# Incubation time from Cu depletion in bamboo Al-Cu lines: limits and scaling

## The model and its conventions

In a bamboo line the grain boundaries lie across the current, so long-range transport runs along the metal interfaces. Cu slows Al transport. At a cathode end fed by a blocking via, Cu is swept away first, and Al drifts freely only where Cu has gone. This depletion picture of two-level Al(Cu) structures goes back to Hu, Small and Ho (1993).

Let $z$ run along the electron flow from the original cathode end. Effective charges $Z^*$ are magnitudes, stresses are hydrostatic, and fluxes and concentrations are averages over the cross-section $A$. With interface perimeter $P$, interface width $\delta$, resistivity $\rho$ and current density $j$,

$$v_0=\frac{P}{A}\,\delta D_{\rm Al}\,\frac{Z^*_{\rm Al}e\rho j}{kT},\qquad v_{\rm Cu}=\frac{P}{A}\,s\delta D_{\rm Cu}\,\frac{Z^*_{\rm Cu}e\rho j}{kT}.$$

Here $v_0$ is the Al drift velocity in depleted metal without back stress, and $s$ is the ratio of interface to lattice Cu concentration. While Al$_2$Cu precipitates hold the dissolved Cu at the solubility $c_s$, the Cu flux is $J_{\rm Cu}=c_sv_{\rm Cu}$. The total Cu content is $c_0$, and $\phi=c_s/c_0<1$. Emptying a length $dz$ removes $c_0\,dz$ of Cu, so the depletion front advances at

$$u=\frac{J_{\rm Cu}}{c_0}=\phi\,v_{\rm Cu}\propto j .$$

The Al edge, at position $x(t)$, is a free surface at zero stress. Al piles up at the front, where the compression can rise to $\Delta\sigma$ before metal yields out of the line. Across a zone of length $L$ the stress gradient $\Delta\sigma/L$ opposes the wind force $Z^*_{\rm Al}e\rho j$ on atoms of volume $\Omega$. The two balance at the Blech length

$$L_c=\frac{(jL)_c}{j},\qquad (jL)_c=\frac{\Delta\sigma\,\Omega}{Z^*_{\rm Al}e\rho}.$$

For a sharp front, rigid metal and immobile Al ahead of the front, $L=ut-x$ and

$$\frac{dx}{dt}=v_0\left(1-\frac{L_c}{ut-x}\right)\quad\text{for } ut-x>L_c,$$

with $x=0$ before that. The incubation time is

$$t_i=\frac{L_c}{u}\propto\frac{1}{j^2},$$

one power of $j$ coming from $L_c$ and one from $u$.

## Dimensional analysis

Measure length in $L_c$ and time in $t_i$: $\xi=x/L_c$, $\lambda=L/L_c$, $\tau=t/t_i$. One parameter remains, $\varepsilon=v_0/u$:

$$\frac{d\lambda}{d\tau}=1-\varepsilon+\frac{\varepsilon}{\lambda},\qquad \lambda(1)=1,\qquad \xi=\tau-\lambda .$$

Both velocities carry the factor $jP/A$, so $\varepsilon$ depends on neither current nor line width when the same interfaces carry both species. It is proportional to $c_0$. The incubation time scales as $c_0A/P$.

The groups that control the idealisations fall into two classes.

| Group | Meaning | Scaling with $j$ |
|---|---|---|
| $\varepsilon=v_0/u$ | Al drift against front speed | none |
| $\Lambda=L_c/\ell$, $\phi$, $c^*/c_s$ | width of the Cu tail | none |
| $\beta=\Delta\sigma/B$ | elastic storage | none |
| $r$ | Al mobility ratio, depleted to Cu-rich | none |
| $x_f/L_c$ | displacement needed for failure | $j$ |
| $a_p/L_c$, $L_{\rm line}/L_c$ | precipitate spacing, line length | $j$ |
| $\tau_L/t_i$ | Cu release from the grains | $j^2$ |

The new symbols are defined where they are used. Groups of the first class change the prefactor of $t_i$ and leave the exponent 2 intact, because every length built from them scales as $1/j$ and every velocity as $j$. Only a length or time fixed by the structure can change the exponent.

## Edge motion for any $\varepsilon$

Separating variables with $m=(1-\varepsilon)\lambda+\varepsilon$ gives the exact solution for $\varepsilon\neq1$:

$$m-1-\varepsilon\ln m=(1-\varepsilon)^2(\tau-1),\qquad \xi=\varepsilon\left[\tau-1-\frac{\ln m}{1-\varepsilon}\right].$$

**Slow Al, $\varepsilon\ll1$.** The edge barely shortens the zone, $m\to\tau$, and

$$x=v_0\left[t-t_i-t_i\ln\frac{t}{t_i}\right].$$

Expanding $1/(\tau-\xi)$ to first order in $\xi$ and integrating once more gives the leading correction:

$$\xi=\varepsilon(\tau-1-\ln\tau)-\varepsilon^2\left[\left(1+\frac1\tau\right)\ln\tau-2\left(1-\frac1\tau\right)\right].$$

The logarithmic law overestimates $x$. The ratio of the second term to the first peaks at $0.146\,\varepsilon$ near $\tau\approx3$ and falls off on both sides, so the law tolerates a sizeable $\varepsilon$.

**Early times, any $\varepsilon$.** With $\theta=\tau-1$,

$$\xi=\tfrac12\varepsilon\theta^2-\tfrac16\varepsilon(2+\varepsilon)\theta^3+\dots$$

The edge starts with zero velocity. A straight line fitted to later drift data therefore cuts the time axis after $t_i$.

**Marginal case, $\varepsilon=1$.** Then $\lambda=\sqrt{2\tau-1}$. For $\varepsilon$ close to 1 this square-root growth lasts until $\lambda\sim1/|1-\varepsilon|$.

**Fast Al, $\varepsilon>1$.** The zone stops growing at $\lambda_\infty=\varepsilon/(\varepsilon-1)$, approached with time constant $t_i\,\varepsilon/(\varepsilon-1)^2$. The edge then follows the front,

$$x\to ut-\frac{\varepsilon}{\varepsilon-1}L_c ,$$

and the drift velocity is $u$, set by Cu supply. The late velocity is thus the smaller of $v_0$ and $u$, with the crossover at $\varepsilon=1$. At $\tau=3$:

| $\varepsilon$ | $\xi$, logarithmic law | $\xi$, exact |
|---|---|---|
| 0.1 | 0.0901 | 0.0888 |
| 1 | 0.901 | 0.764 |
| 3 | 2.70 | 1.53 |

## Failure time and current exponent

Let the via fail when $x=x_f$. For small $\varepsilon$ the condition is $\tau_f-1-\ln\tau_f=y$, with $y=x_f/(\varepsilon L_c)\propto j$. This $y$ is the pure drift time $x_f/v_0$ in units of $t_i$. The local exponent $n=-d\ln t_f/d\ln j$ of Black's law follows from $t_f=t_i\tau_f$ and $dy/d\tau_f=(\tau_f-1)/\tau_f$:

$$n=2-\frac{y}{\tau_f-1}=1+\frac{\ln\tau_f}{\tau_f-1}.$$

- For $y\ll1$, $\tau_f\approx1+\sqrt{2y}+2y/3$ and $n\approx2-\sqrt{y/2}$. The approach to 2 is slow, as a square root.
- For $y\gg1$, $\tau_f\approx y+1+\ln y$ and $n\approx1+(\ln y)/y$.
- The midpoint $n=3/2$ lies at $\tau_f=3.51$, $y=1.26$.

For $\varepsilon\gg1$, once the zone has settled, $t_f=(x_f+\lambda_\infty L_c)/u$ and $n=1+\lambda_\infty L_c/(x_f+\lambda_\infty L_c)$. The midpoint then sits at $x_f\approx L_c$.

In the small-$\varepsilon$ law the same exponent distributes the sensitivities. Since $y\propto u/v_0$, locally $t_f\propto u^{-(n-1)}v_0^{-(2-n)}$. Added Cu buys lifetime as $c_0^{\,n-1}$. The apparent activation energy is $(n-1)Q_u+(2-n)Q_{\rm Al}$ up to terms of order $kT$, where $Q_u$ belongs to the product $c_s\,s\delta D_{\rm Cu}$ and $Q_{\rm Al}$ to $\delta D_{\rm Al}$.

## Numbers for a bamboo test line

Take Al-0.5 wt% Cu (0.213 at%), a 0.5 µm × 0.5 µm cross-section with all four faces active ($P/A=8$ µm$^{-1}$), 250 °C ($kT=45.1$ meV) and $j=2$ MA/cm². The inputs are typical or assumed: $\rho=5.5$ µΩ cm, $\Omega=1.66\times10^{-23}$ cm³, $Z^*_{\rm Al}=4$, $Z^*_{\rm Cu}=10$, $\Delta\sigma=300$ MPa, $\phi=0.2$, $x_f=0.5$ µm, $v_{\rm Cu}=1.0$ µm/h and $v_0=0.02$ µm/h. The pair $\Delta\sigma$, $Z^*_{\rm Al}$ was chosen to put $(jL)_c$ in the range typical of Al, one to a few thousand A/cm. The two velocities were chosen to give a lifetime of order 100 h, typical of accelerated tests. All results below are the model's.

The field is $\rho j=11$ V/cm. The velocities correspond to $s\delta D_{\rm Cu}=1.4\times10^{-16}$ cm³/s and $\delta D_{\rm Al}=7.1\times10^{-18}$ cm³/s. Then $(jL)_c=1.41\times10^3$ A/cm, $L_c=7.06$ µm, $u=0.20$ µm/h, $\varepsilon=0.10$ and $t_i=35.3$ h. The table applies the logarithmic law at fixed metal temperature; three figures are kept only so that rows can be compared.

| $j$ (MA/cm²) | $L_c$ (µm) | $t_i$ (h) | $\tau_f$ | $t_f$ (h) | $n$ |
|---|---|---|---|---|---|
| 0.5 | 28.3 | 565 | 1.72 | 971 | 1.75 |
| 1 | 14.1 | 141 | 2.09 | 296 | 1.68 |
| 2 | 7.06 | 35.3 | 2.70 | 95.4 | 1.58 |
| 4 | 3.53 | 8.83 | 3.73 | 33.0 | 1.48 |

The exact solution gives 96 h at 2 MA/cm², 0.6 % longer, so finite $\varepsilon$ is the least of the corrections. The midpoint $n=3/2$ falls at 3.55 MA/cm². With $\varepsilon\to\infty$ and the same $u$, the model gives $t_f=38$ h and $n=1.93$. Extrapolating from 2 to 0.2 MA/cm² with a fixed $n=2$ overshoots the logarithmic law by a factor 1.9, while freezing $n$ at its test value undershoots by a factor 1.4.

## The front has a tail

Behind the last precipitate, dissolved Cu does not vanish at once. Its flux is $J=cv_{\rm Cu}-D_{\rm eff}\,\partial c/\partial z$, with $D_{\rm eff}=v_{\rm Cu}\ell$ and

$$\ell=\frac{kT}{Z^*_{\rm Cu}e\rho j},\qquad \Lambda=\frac{L_c}{\ell}=\frac{Z^*_{\rm Cu}}{Z^*_{\rm Al}}\frac{\Delta\sigma\,\Omega}{kT}.$$

A profile that travels at speed $u$ and vanishes far behind obeys $J=uc$. With the precipitate front at $z_p$,

$$c=c_s\,e^{(z-z_p)/\ell'},\qquad \ell'=\frac{\ell}{1-\phi}.$$

Conservation at the front reads $u(c_0-c_s)=c_sv_{\rm Cu}-uc_s$, which returns $u=\phi v_{\rm Cu}$. The speed is unchanged, but the position shifts. The tail stores $c_s\ell'$ of Cu, so $c_0z_p-c_s\ell'=J_{\rm Cu}t$ and $z_p=ut+\phi\ell'$. If Al becomes mobile where $c$ drops below a threshold $c^*$, the zone ends at $ut-d$, with

$$d=\ell'\left[\ln\frac{c_s}{c^*}-\phi\right],\qquad t_{\rm inc}=\frac{L_c+d}{u}.$$

Every earlier result holds with $t$ replaced by $t-t_d$, $t_d=d/u$. In particular

$$x=v_0\left[t-t_{\rm inc}-t_i\ln\frac{t-t_d}{t_i}\right].$$

The sharp front is the limit $\Lambda\gg1$. The test line has $\Lambda=1.7$, $\ell=4.1$ µm and $\ell'=5.1$ µm, so the tail rivals $L_c$. For an assumed $c^*=c_s/3$, $d=4.6$ µm and $t_d=23$ h. Incubation lasts 58 h, which is 65 % longer, $t_f$ becomes 118 h, and $n$ rises to 1.66. For $c^*=c_s/10$, $d=10.8$ µm exceeds $L_c$. The formula for $d$ is asymptotic in $z_p/\ell'$. At the end of incubation $e^{-z_p/\ell'}$ is 0.08 for $c^*=c_s/3$, so $d$ is no better than about that fraction, and the uncertainty in $c^*$ matters more.

Because $d\propto1/j$, incubation still scales as $1/j^2$. A value of $(jL)_c$ extracted from an incubation time includes $jd$ and overstates the Blech product. As $\phi\to1$, $\ell'$ diverges. A single-phase alloy has no steady front: the profile moves at $v_{\rm Cu}$ and widens as $\sqrt{D_{\rm eff}t}$, again with $1/j^2$ scaling.

## Elastic storage and stress build-up

The back stress has to be built from transported Al. Let $B$ be the effective modulus that relates stress to deposited volume, as in Korhonen's stress equation (1993). Rigid confinement gives the upper bound $B=(C_{11}+2C_{12})/3=75.9$ GPa, from the compiled room-temperature values $C_{11}=106.75$ GPa and $C_{12}=60.41$ GPa (Blaschke), and hence $\beta=0.0040$. Oxide is more compliant. With an assumed typical $B=30$ GPa, $\beta=0.010$.

Below threshold, the zone holds a compression $\Delta\sigma\,z/L_c$. The stored volume moves the edge by

$$x_{\rm el}=\int_0^L\beta\frac{z}{L_c}\,dz=\frac{\beta L^2}{2L_c},$$

at velocity $\beta u\lambda$. Carrying this flux lowers the stress gradient by the fraction $\beta\lambda/\varepsilon$, so yield starts at $\lambda\approx1+\beta/\varepsilon$. Later elastic corrections to the edge velocity stay of order $\beta u$.

- **$\varepsilon\gg\beta$.** The stress keeps up with the front. Here $\beta/\varepsilon=0.10$, and yield is delayed by 3.5 h. The edge has by then moved $\beta L_c/2=0.035$ µm, or 7 % of $x_f$. This offset exceeds the quadratic start $\varepsilon\theta^2/2$ until $\theta=\sqrt{\beta/\varepsilon}=0.32$.
- **$\varepsilon\ll\beta$.** The front outruns the stress. In the zone the compression obeys $\partial_t\sigma=\kappa\,\partial_z^2\sigma$ with $\kappa=v_0L_c/\beta$, and the Al arriving at the front is stored in the newly depleted metal, so $u\sigma/B$ there equals the local Al velocity. For $t\gg\kappa/u^2=(\varepsilon/\beta)\,t_i$ the front leaves a nearly uniform compression $\sigma_\infty=Bv_0/u=(\varepsilon/\beta)\Delta\sigma$, below yield. It relaxes only in a layer at the free edge, $\sigma\approx\sigma_\infty\,\mathrm{erf}\left[z/(2\sqrt{\kappa t})\right]$. The back stress at the edge cancels the fraction $\sqrt{\kappa/(\pi u^2t)}=\sqrt{\varepsilon/(\pi\beta\tau)}$ of the wind force, so $x\approx v_0\left[t-(2/u)\sqrt{\kappa t/\pi}\right]$ and the edge velocity approaches $v_0$ only as $t^{-1/2}$. This holds while $x$ is small against the layer width, $t\ll\kappa/v_0^2$.

The logarithmic law therefore needs $\beta\ll\varepsilon\ll1$. A further regime appears at low current. If $\beta L_c/2>x_f$, elastic storage alone opens the via at $t_f=\sqrt{2x_fL_c/\beta}\,/u\propto j^{-3/2}$. The crossover is $j=\beta(jL)_c/2x_f=0.14$ MA/cm² at 250 °C. This regime needs a free surface from the start. If a void must first nucleate at a tension $\sigma_n$ in a zone of zero mean stress, the waiting time is $2(\sigma_n/\Delta\sigma)\,t_i$, again proportional to $1/j^2$.

The departing Cu also removes volume. Counting one Al atomic volume per Cu atom, and with $c_0$ as an atomic fraction, the equivalent length is $c_0L_c=0.015$ µm, the same order as the elastic offset.

## Leakage through the Cu-rich metal

Ahead of the front Al drifts at $v_0/r$. In a long line the edge must supply this flux from the start, so it moves at least at $v_0/r$, and $t_f\le r\,x_f/v_0\propto1/j$. During $t_i$ the leak amounts to $\varepsilon L_c/r$, a fraction $1/(ry)$ of $x_f$. For an assumed $r=10$ this is 0.071 µm, or 14 % of $x_f$, at the test condition. The bound drops below $t_i$ when $ry<1$, that is below $j=\varepsilon(jL)_c/(r\,x_f)=0.28$ MA/cm². For finite $r$ the exponent of a long line tends to 1 at the lowest currents, and $n$ near 2 occupies the window $1/r\ll y\ll1$, which is narrow unless $r$ is large.

## Structural scales

**Release of Cu from the grains.** Precipitates on bamboo boundaries and interfaces feed the fast path directly, while dissolved Cu has to leave by lattice diffusion. For a square section of side $w$ the slowest mode decays with $\tau_L=w^2/(2\pi^2D_L)$. Approximate inputs for Cu in Al, $D_L=0.65\ \text{cm}^2/\text{s}\times e^{-1.40\ \text{eV}/kT}$, give $D_L=2.1\times10^{-14}$ cm²/s at 250 °C, far below $D_{\rm eff}=1.1\times10^{-11}$ cm²/s, and $\tau_L=1.7$ h. For $\tau_L\ll t_i$ the grains empty in step with the interface, and the lag adds a current-independent delay of order $\tau_L$. For $\tau_L\gg t_i$ the dissolved Cu is frozen in, the inventory to be removed is $c_0-c_s$, and the front runs faster by $1/(1-\phi)=1.25$. The crossover $\tau_L=t_i$ lies at 9 MA/cm². Since $\tau_L\propto w^2$ and $t_i\propto w$, finer lines equilibrate more easily.

**Precipitate spacing.** The front advances in steps of $a_p$, and the smooth law needs $a_p\ll L_c$. An assumed $a_p=2$ µm gives $a_p/L_c=0.28$, which sets the order of the line-to-line scatter in $t_i$. The continuum picture fails near $j=(jL)_c/a_p=7$ MA/cm².

**Line length.** For $L_{\rm line}<L_c$ the yield stress is never reached, and only the bounded elastic displacement occurs, whatever the Cu does. For a longer line the front halts short of the anode, where Cu accumulates, and the zone then shrinks as the edge advances.

## From test to use conditions

At fixed $\Delta\sigma$, $t_i\propto kT\,e^{Q_u/kT}/(\rho j)^2$. Take 105 °C, 0.2 MA/cm², $\rho=3.9$ µΩ cm and an assumed $Q_u=Q_{\rm Al}=1.0$ eV, typical of interface transport in bamboo Al-Cu, so that $\varepsilon$ stays at its test value. The model gives $L_c=100$ µm and $t_i=2.5\times10^7$ h. Lattice release takes $\tau_L=2.5\times10^5$ h and still keeps up; its crossover has moved down to 2 MA/cm² because its activation energy is higher.

The other two corrections no longer stay small. The elastic displacement at threshold is 0.50 µm, equal to $x_f$, so the drift stage described by the logarithm contributes almost nothing to the lifetime. The leakage bound for $r=10$ is $r\,x_f/v_0=1.3\times10^7$ h, about half of $t_i$. In this model a long line with that mobility ratio fails before its incubation ends, and $L_c/u$ overstates its life by at least a factor 2. These times rest on velocities chosen for the test condition and on an assumed activation energy; a shift of 0.1 eV in that energy changes them by a factor 2.3. A qualification that relies on $n=2$ needs $r$, $\beta$ and $y$ evaluated at the use current, since the exponent seen at 2 MA/cm² reflects a different balance of terms.